Near the Fermi level of a metal slab, two scales are useful to keep in mind. In a seven-layer tungsten slab with (100) faces, levels at neighbouring points of the surface zone often differ by a few tenths of an electronvolt. A state spread evenly over the slab has $4/7$, or about 0.57, of its weight in the two outer planes of both faces together, so a weight near that value is no sign of a surface state. A clearly larger one is a hint but no proof, since an ordinary standing wave in so thin a slab can also favour the outer planes. With these scales and part of a path through the surface zone, can one foretell the levels at the corner M and at the two points beside it?

Kohn-Sham levels below (b) and above (a) the Fermi level of a relaxed seven-plane W(100) slab, from Ansatz 0.2.0 with PBE, spin-orbit coupling and PAW. The plane-wave cutoff is 420 eV, the Gamma-centred k mesh 11×11×1 and the Gaussian smearing 0.1 eV. Outer weights are Löwdin weights on the two outer planes of both faces together, averaged over levels within 1.5 meV.

| point label | point a (reciprocal cell vectors) | point b (reciprocal cell vectors) | level b1 from the Fermi level (eV) | outer orbital weight b1 | level b2 from the Fermi level (eV) | level a1 from the Fermi level (eV) | outer orbital weight a1 |
| --- | --- | --- | --- | --- | --- | --- | --- |
| X | 0.5000 | 0.0000 | -0.060 | 0.460 | -0.060 | 0.590 | 0.440 |
| between | 0.4167 | 0.0000 | -0.070 | 0.460 | -0.070 | 0.300 | 0.330 |
| between | 0.3333 | 0.0000 | -0.380 | 0.510 | -0.380 | 0.240 | 0.430 |
| between | 0.2500 | 0.0000 | -0.370 | 0.670 | -0.370 | 0.500 | 0.570 |
| between | 0.1667 | 0.0000 | -0.260 | 0.610 | -0.260 | 0.220 | 0.760 |
| between | 0.0833 | 0.0000 | -0.010 | 0.680 | -0.010 | 0.390 | 0.510 |
| G | 0.0000 | 0.0000 | -0.190 | 0.840 | -0.190 | 0.180 | 0.700 |
| between | 0.0833 | 0.0833 | -0.050 | 0.710 | -0.050 | 0.110 | 0.770 |
| between | 0.1667 | 0.1667 | -0.050 | 0.830 | -0.050 | 0.300 | 0.660 |
| between | 0.2500 | 0.2500 | -0.050 | 0.950 | -0.050 | 0.250 | 0.740 |
| between | 0.3333 | 0.3333 | -0.070 | 0.840 | -0.070 | 0.270 | 0.780 |
| between | 0.4167 | 0.4167 | ? | ? | ? | ? | ? |
| M | 0.5000 | 0.5000 | ? | ? | ? | ? | ? |
| between | 0.5000 | 0.4167 | ? | ? | ? | ? | ? |
| between | 0.5000 | 0.3333 | -0.050 | 0.780 | -0.050 | 0.300 | 0.780 |
| between | 0.5000 | 0.2500 | -0.120 | 0.780 | -0.120 | 0.520 | 0.790 |
| between | 0.5000 | 0.1667 | -0.080 | 0.590 | -0.080 | 0.120 | 0.630 |
| between | 0.5000 | 0.0833 | -0.440 | 0.640 | -0.440 | 0.000 | 0.560 |

The path runs from X, the middle of a zone edge, through the centre G to the corner M and back along the edge towards X. At each point, b1 and b2 are the first and second levels below the Fermi level and a1 is the first above it. The outer orbital weight is the part of a state found on atomic orbitals of the outer planes. It comes out low for states that reach into the vacuum, so small differences from 0.57 carry little meaning.

One forecast follows from symmetry. Time reversal turns a state at wave vector $\mathbf{k}$ into one at $-\mathbf{k}$ with opposite spin, and inversion brings the wave vector back to $\mathbf{k}$ while leaving the spin alone. In a nonmagnetic slab with an inversion centre, such as this one, every level is therefore a pair, even with spin-orbit coupling. The known rows show it: b1 and b2 are the two members of one pair, not two bands.

The height of a level is a harder matter. Between G and M, b1 lies just below the Fermi level at four successive points, with outer weights from 0.71 to 0.95. This looks like a flat surface band, or a resonance in which a surface state mixes with bulk states. The first known point beyond M again has b1 at -0.05 eV and a high outer weight. It is tempting to join the two sides with a flat line through M.

The columns, however, rank levels by energy and do not follow bands. When a band rises through the Fermi level, the name b1 passes to whatever lies below it, which may be much deeper and of another character. The last row shows how fragile the name is. There a1 sits at 0.00 eV, so close to the Fermi level that its side is unsettled, and a tiny shift would make it b1 in place of the level at -0.44 eV.

Two simple rules can turn the known rows into numbers. The local rule gives all three unknown points the average of the known rows on either side, while the other rule uses the average of all fifteen known rows. The local rule was tested by hiding runs of three points on the way from X through G towards M, the other by leaving out one point at a time. The local rule did better for a1 and for the outer weight, but no better for b1, so b1 takes the average of all rows.

For a1 the estimate is

$$E_{\mathrm{a1}}=\frac{0.27+0.30}{2}\ \mathrm{eV}\approx 0.29\ \mathrm{eV}.$$

The forecasts are the same for all three points, with the typical miss in the tests as error bar:

- b2 equals b1 within rounding.
- b1 lies at $-0.15\pm0.15$ eV, and by definition never above zero.
- a1 lies at $0.29\pm0.13$ eV.
- The outer weight of b1 is $0.81\pm0.08$, clearly above an even spread.

The main risk is a change of name. If the flat band rises through the Fermi level before M, b1 becomes another, deeper level, and its weight may change abruptly.

The withheld rows as computed:

| point label | point a (reciprocal cell vectors) | point b (reciprocal cell vectors) | level b1 from the Fermi level (eV) | outer orbital weight b1 | level b2 from the Fermi level (eV) | level a1 from the Fermi level (eV) | outer orbital weight a1 |
| --- | --- | --- | --- | --- | --- | --- | --- |
| between | 0.4167 | 0.4167 | -0.980 | 0.400 | -0.980 | 0.640 | 0.660 |
| M | 0.5000 | 0.5000 | -0.430 | 0.520 | -0.430 | 1.360 | 0.500 |
| between | 0.5000 | 0.4167 | -0.740 | 0.460 | -0.740 | 0.880 | 0.610 |

The pairing holds at all three points. Every other forecast fails, and every value lies outside its error bar. The mildest miss in energy is that of b1 at M, which is 0.28 eV lower than forecast, about twice the error bar. The largest is that of a1 at M, which is more than 1 eV higher than forecast. The printed output lists the misses of both rules and of each forecast.

The failures have a common pattern: the levels have moved away from the Fermi level on both sides. At M the empty interval between b1 and a1 is $1.36+0.43=1.79$ eV wide, about twice the widest one in the known rows. It cannot by itself be read as a gap in the bulk bands, because seven planes replace continuous bulk bands by a few separate levels. Still, it leaves no room for a flat band just below the Fermi level at M.

The shape of the levels around M helps to explain the change. Symmetry makes the energy of a single pair stationary at M, and the fourfold axis makes the leading change around M the same in all directions:

$$E(q)\approx E_M-c\,q^2,$$

where $q$ is the distance from M, $E_M$ the energy at M and $c$ a constant that sets the curvature. The neighbour on the diagonal is $\sqrt2$ times as far from M as the one on the edge, so the level should fall twice as much. For b1 the fall to the edge neighbour is $0.74-0.43=0.31$ eV. This puts the diagonal neighbour at $-0.43-2\times0.31=-1.05$ eV, close to the computed -0.98 eV.

That estimate uses two of the revealed rows to obtain the third, so it shows how the three results fit together but was no forecast, and it does not say why the levels at M lie so far from the Fermi level. The same step for a1 gives $1.36-2\times0.48=0.40$ eV, well below the computed 0.64 eV, so the parabola is only a rough guide there. Both levels nevertheless have their highest value at M among these three points. Each behaves like the top of a hill, one above the Fermi level and one below it.

Follow the diagonal away from M and the change of name becomes plausible. The lower hill falls to -0.98 eV at the first point, yet at the next point b1 is back at -0.07 eV. The simplest reading is that the lower hill keeps falling while a band from above, perhaps the upper hill itself, comes down through the Fermi level and takes over the name b1. Seen in the other direction, a band rises through the Fermi level on the way to M, which is the risk named before. The ranked levels are consistent with this but do not establish it, since a steep band whose character changes by mixing could give the same entries.

The table does not show whether the two hills come from bulk bands, or from which ones. A thicker slab, compared with the bulk bands seen along the normal of the face, could tell.

The outer weight tells of a change in character as well. It drops from 0.84 at the last known point on the diagonal to 0.40 at the next, and stays at or below 0.52 at all three revealed points. There b1 thus shows no sign of being concentrated at the surface. The local rule had worked for the weight because levels in the same part of the zone often had similar character, but that regularity does not reach across the change near M.

The error bars were too small for a related reason. They measured how much the entries scatter where levels crowd around the Fermi level, and they could not register a region where those levels draw apart. Symmetry at M was no protection either: it fixes the slope of a level there, but not its height. A flat stretch on each side of a zone corner therefore does not promise a flat band through it.

For a similar slab, the safe forecast is the one that rests on symmetry alone. For energies and surface weights, the bands have to be followed from point to point by their character, and the corner itself has to be computed. For tungsten (100) the surface structure matters too. These levels belong to the unreconstructed face, whereas the clean surface reconstructs on cooling, which can shift its surface states. The runs also carry a warning that the exchange-correlation potential is rough where the density is thin, which may affect levels that reach into the vacuum.

Numerical output:

```
outer weight of an evenly spread state: 0.5714
typical miss for b1, local rule, eV: 0.166
typical miss for b1, average of all rows (error bar of the forecast), eV: 0.1478
typical miss for a1, local rule (error bar of the forecast), eV: 0.1335
typical miss for a1, average of all rows, eV: 0.1669
typical miss for outer weight of b1, local rule (error bar of the forecast): 0.07869
typical miss for outer weight of b1, average of all rows: 0.1531
fit of level_b1 on 15 rows: constant -0.15 +/- 0.037; rms 0.138, worst between 0.29, leave-one-out rms 0.148
  rows outside the fit (model, value, miss): between -0.15, -0.98, 0.83; M -0.15, -0.43, 0.28; between -0.15, -0.74, 0.59
forecast of a1 for each withheld row, eV: 0.285
computed a1 in the withheld rows, eV: 0.64, 1.36, 0.88
forecast less computed a1 in the withheld rows, eV: -0.355, -1.075, -0.595
forecast of outer weight of b1 for each withheld row: 0.81
computed outer weight of b1 in the withheld rows: 0.4, 0.52, 0.46
forecast less computed outer weight of b1 in the withheld rows: 0.41, 0.29, 0.35
computed outer weight of a1 in the withheld rows, not forecast: 0.66, 0.5, 0.61
largest distance between b1 and b2 in the withheld rows, eV: 0
```
